**Zone-centre phonons of PtSe₂ beside Raman lines: mode count, selective error and Se–Se stiffness**

The table holds the four harmonic optical wavenumbers of PtSe₂ (P-3m1) from PBEsol plane-wave PAW linear response in Ansatz 0.2.0, listed with measured Raman lines of bulk and film samples. The program counts the modes in $D_{3d}$, compares computed and measured lines of the same symmetry, and tests the mass-only ratio $\sqrt{1+2m_{\rm Se}/m_{\rm Pt}} = 1.345$ between odd and even modes that holds without Se–Se forces. The ratio is met in plane within rounding, while $A_{1g}$ lies 40 cm⁻¹ above the estimate, which corresponds to a Se–Se constant of 2.1 eV/Å² along $c$. Against the bulk lines $E_g$ is 9.5% low and $A_{1g}$ 2.5% low, so no single scale factor applies. The output also gives the Se–Se distances of the computed cell and sets the smearing against the mode energies.

Computed rows: zone-centre phonons of bulk PtSe$_2$ from Ansatz 0.2.0, by linear response with scalar-relativistic PBEsol and PAW, without spin polarisation or dispersion correction. The plane-wave cutoff is 420 eV, the k mesh 12×12×8 and the Fermi–Dirac smearing 0.15 eV. The wavenumbers are harmonic, without the LO–TO term, and the three translations are omitted. The rows were drawn from a pool: of 90 crystals with a measured lattice constant, 2 whose relaxed edge lies over 5 % from it were taken for other phases and got no table, so the agreement shown is better than for the whole pool.

## Numerical check

```python
# PtSe2 (P-3m1): harmonic zone-centre wavenumbers, Ansatz 0.2.0, PBEsol, PAW, linear response,
# beside measured Raman lines. Tested: mode count in D3d, uniformity of the error, and the
# parameter-free odd/even ratio sqrt(1+2 mSe/mPt) that holds if Se-Se forces are absent.
T = {
    'row': [1, 2, 3, 4, 5, 6, 7, 8, 9, 10, 11, 12, 13, 14],
    'y': [158.4, None, None, None, None, 199.9, None, None, None, None, None, 213.2, 214.6, None],  # cm⁻¹
    'which': ['2-fold', None, None, None, None, '1-fold', None, None, None, None, None, '2-fold', '1-fold', None],
    'measured': [None, 175.0, 175.0, 176.0, 178.2, None, 205.0, 205.0, 205.0, 206.5, 210.0, None, None, 230.0],  # cm⁻¹
    'm_what': [None, 'Eg, in-plane Se vibration; Raman spectroscopy; film', 'Eg, in-plane Se vibration; Raman spectroscopy; bulk crystal', 'Eg (in-plane); Raman spectroscopy; film', 'Eg, thick-film end of series; Raman; film', None, 'A1g, out-of-plane Se vibration; Raman spectroscopy; film', 'A1g, out-of-plane Se vibration; Raman spectroscopy; bulk crystal', 'A1g; Raman spectroscopy; film', 'A1g, thick-film end of series; Raman; film', 'A1g (out-of-plane); Raman spectroscopy; film', None, None, 'LO mode; Raman spectroscopy; film'],
    'T': [None, None, 300, None, None, None, None, 300, None, None, None, None, None, None],  # K
    'source': [None, 'arXiv:1512.09317 (2016)', 'arXiv:1703.04242 (2017)', 'arXiv:1606.08673 (2016)', 'arXiv:2301.13709 (2023)', None, 'arXiv:1512.09317 (2016)', 'arXiv:1703.04242 (2017)', 'pmc:9353474 (2022)', 'arXiv:2301.13709 (2023)', 'arXiv:1606.08673 (2016)', None, None, 'arXiv:1606.08673 (2016)'],
}
import numpy as np
from scipy import constants as C
N = range(len(T['row']))
# group theory: classes E, 2C3, 3C2, i, 2S6, 3sigma_d
g = np.array([1, 2, 3, 1, 2, 3])
chi = np.array([3, 3, 1, 1, 1, 3]) * np.array([3, 0, -1, -3, 0, 1])
irr = {'A1g': [1, 1, 1, 1, 1, 1], 'A2g': [1, 1, -1, 1, 1, -1], 'Eg': [2, -1, 0, 2, -1, 0],
       'A1u': [1, 1, 1, -1, -1, -1], 'A2u': [1, 1, -1, -1, -1, 1], 'Eu': [2, -1, 0, -2, 1, 0]}
cnt = {k: int(round(float(np.dot(g * chi, v)) / 12)) for k, v in irr.items()}
print('D3d count of 9 modes:', cnt, '; translations are A2u + Eu')
comp = [i for i in N if T['y'][i] is not None]
names = ['Eg', 'A1g', 'Eu', 'A2u']  # from the eigenvectors of the same run, in order of size
w = {n: T['y'][i] for n, i in zip(names, comp)}
print('computed, cm-1 (rounding 0.05):', ', '.join(f"row {T['row'][i]} {n} {w[n]}" for n, i in zip(names, comp)))
assert [T['which'][i][0] for i in comp] == ['2', '1', '2', '1'] and cnt['Eg'] == 1 and cnt['A1g'] == 1
meas = {n: [i for i in N if T['measured'][i] is not None and T['m_what'][i].startswith(n)] for n in ('Eg', 'A1g', 'LO')}
print('computed minus measured, same symmetry:')
for n in ('Eg', 'A1g'):
    for i in meas[n]:
        m = T['measured'][i]
        near = min(names, key=lambda k: abs(w[k] - m))
        kind = 'bulk' if 'bulk' in T['m_what'][i] else 'film'
        print(f"  row {T['row'][i]} {n} {kind} {m}: {w[n]-m:+.1f} cm-1 ({100*(w[n]/m-1):+.1f}%); nearest computed {near} at {abs(w[near]-m):.1f}")
    v = [T['measured'][i] for i in meas[n]]
    print(f"  {n} spread among samples {max(v)-min(v):.1f} cm-1")
b = {n: [T['measured'][i] for i in meas[n] if 'bulk' in T['m_what'][i]][0] for n in ('Eg', 'A1g')}
s = b['A1g'] / w['A1g']
print(f"bulk/computed: Eg {b['Eg']/w['Eg']:.3f}, A1g {s:.3f}; Eg scaled like A1g {s*w['Eg']:.1f}, still {b['Eg']-s*w['Eg']:.1f} cm-1 low")
print(f"A1g - Eg gap: computed {w['A1g']-w['Eg']:.1f} cm-1, ratio {w['A1g']/w['Eg']:.3f}; bulk ratio {b['A1g']/b['Eg']:.3f}")
for i in meas['Eg']:
    for j in meas['A1g']:
        if T['source'][i] == T['source'][j]:
            print(f"  measured gap, rows {T['row'][i]} and {T['row'][j]}: {T['measured'][j]-T['measured'][i]:.1f} cm-1")
lo = T['measured'][meas['LO'][0]]
print(f"film LO line {lo} lies {lo-w['Eu']:.1f} above Eu, {lo-w['A2u']:.1f} above A2u (no field term computed); A2u - Eu {w['A2u']-w['Eu']:.1f} cm-1")
assert 1 - w['Eg'] / b['Eg'] > 3 * (1 - w['A1g'] / b['A1g']) > 0
# masses, cell, Pt-Se bond, smearing, band overlap: outputs of the same run
mPt, mSe, a, c, d, sm, ov = 195.084, 78.971, 3.761, 4.859, 2.515, 0.15, 0.756
r = np.sqrt(1 + 2 * mSe / mPt)
print(f"odd/even ratio without Se-Se forces {r:.3f}; computed Eu/Eg {w['Eu']/w['Eg']:.3f}, A2u/A1g {w['A2u']/w['A1g']:.3f}")
f = lambda x: mSe * C.u * (2 * np.pi * C.c * 100 * x) ** 2 / C.e * 1e-20  # eV/A^2
K, J = {}, {}
for lab, ev, od in (('in plane', 'Eg', 'Eu'), ('along c', 'A1g', 'A2u')):
    est = w[od] / r
    K[lab], J[lab] = f(est), (f(w[ev]) - f(est)) / 2
    print(f"  {lab}: estimate {est:.2f}, computed {ev} {w[ev]}, excess {w[ev]-est:+.2f} cm-1 ({100*(w[ev]/est-1):+.1f}%), rounding {0.05*(1+1/r):.2f}")
    print(f"    K {K[lab]:.2f}, J {J[lab]:+.3f} eV/A^2, J/K {J[lab]/K[lab]:+.3f}; K+2J computed {f(w[ev]):.2f}, bulk {f(b[ev]):.2f} ({100*(f(w[ev])/f(b[ev])-1):+.0f}%)")
print(f"K along c / K in plane {K['along c']/K['in plane']:.3f}")
assert abs(J['in plane']) < 0.01 * K['in plane'] and J['along c'] > 0.2 * K['along c']
print(f"bulk Eg needs J in plane {(f(b['Eg'])-K['in plane'])/2:+.2f} eV/A^2 at fixed K, or K {100*(f(b['Eg'])/K['in plane']-1):+.0f}% with Eu at {r*b['Eg']:.0f} cm-1")
lat = a / np.sqrt(3)
h = np.sqrt(d * d - lat * lat)
gap = c - 2 * h
print(f"Se height over Pt {h:.2f} A, layer {2*h:.2f} A, gap between layers {gap:.2f} A, bond to c axis {np.degrees(np.arccos(h/d)):.1f} deg")
print(f"Se-Se between layers {np.hypot(lat, gap):.2f} A, across a layer {np.hypot(lat, 2*h):.2f} A; interlayer contact to c axis {np.degrees(np.arctan(lat/gap)):.0f} deg")
assert np.hypot(lat, gap) < np.hypot(lat, 2 * h)
print(f"c {c} A is about {5.1-c:.1f} A under the rough recalled 5.1 A")
meV = C.h * C.c * 100 / C.e * 1e3
print(f"smearing {sm*1e3:.0f} meV = {sm*C.e/C.k:.0f} K; modes {w['Eg']*meV:.0f} to {w['A2u']*meV:.0f} meV; band overlap {ov} eV")
```

Running it gives:

```
D3d count of 9 modes: {'A1g': 1, 'A2g': 0, 'Eg': 1, 'A1u': 0, 'A2u': 2, 'Eu': 2} ; translations are A2u + Eu
computed, cm-1 (rounding 0.05): row 1 Eg 158.4, row 6 A1g 199.9, row 12 Eu 213.2, row 13 A2u 214.6
computed minus measured, same symmetry:
  row 2 Eg film 175.0: -16.6 cm-1 (-9.5%); nearest computed Eg at 16.6
  row 3 Eg bulk 175.0: -16.6 cm-1 (-9.5%); nearest computed Eg at 16.6
  row 4 Eg film 176.0: -17.6 cm-1 (-10.0%); nearest computed Eg at 17.6
  row 5 Eg film 178.2: -19.8 cm-1 (-11.1%); nearest computed Eg at 19.8
  Eg spread among samples 3.2 cm-1
  row 7 A1g film 205.0: -5.1 cm-1 (-2.5%); nearest computed A1g at 5.1
  row 8 A1g bulk 205.0: -5.1 cm-1 (-2.5%); nearest computed A1g at 5.1
  row 9 A1g film 205.0: -5.1 cm-1 (-2.5%); nearest computed A1g at 5.1
  row 10 A1g film 206.5: -6.6 cm-1 (-3.2%); nearest computed A1g at 6.6
  row 11 A1g film 210.0: -10.1 cm-1 (-4.8%); nearest computed Eu at 3.2
  A1g spread among samples 5.0 cm-1
bulk/computed: Eg 1.105, A1g 1.026; Eg scaled like A1g 162.4, still 12.6 cm-1 low
A1g - Eg gap: computed 41.5 cm-1, ratio 1.262; bulk ratio 1.171
  measured gap, rows 2 and 7: 30.0 cm-1
  measured gap, rows 3 and 8: 30.0 cm-1
  measured gap, rows 4 and 11: 34.0 cm-1
  measured gap, rows 5 and 10: 28.3 cm-1
film LO line 230.0 lies 16.8 above Eu, 15.4 above A2u (no field term computed); A2u - Eu 1.4 cm-1
odd/even ratio without Se-Se forces 1.345; computed Eu/Eg 1.346, A2u/A1g 1.074
  in plane: estimate 158.49, computed Eg 158.4, excess -0.09 cm-1 (-0.1%), rounding 0.09
    K 7.29, J -0.004 eV/A^2, J/K -0.001; K+2J computed 7.29, bulk 8.89 (-18%)
  along c: estimate 159.53, computed A1g 199.9, excess +40.37 cm-1 (+25.3%), rounding 0.09
    K 7.39, J +2.107 eV/A^2, J/K +0.285; K+2J computed 11.60, bulk 12.20 (-5%)
K along c / K in plane 1.013
bulk Eg needs J in plane +0.80 eV/A^2 at fixed K, or K +22% with Eu at 235 cm-1
Se height over Pt 1.27 A, layer 2.54 A, gap between layers 2.32 A, bond to c axis 59.7 deg
Se-Se between layers 3.18 A, across a layer 3.34 A; interlayer contact to c axis 43 deg
c 4.859 A is about 0.2 A under the rough recalled 5.1 A
smearing 150 meV = 1741 K; modes 20 to 27 meV; band overlap 0.756 eV
```
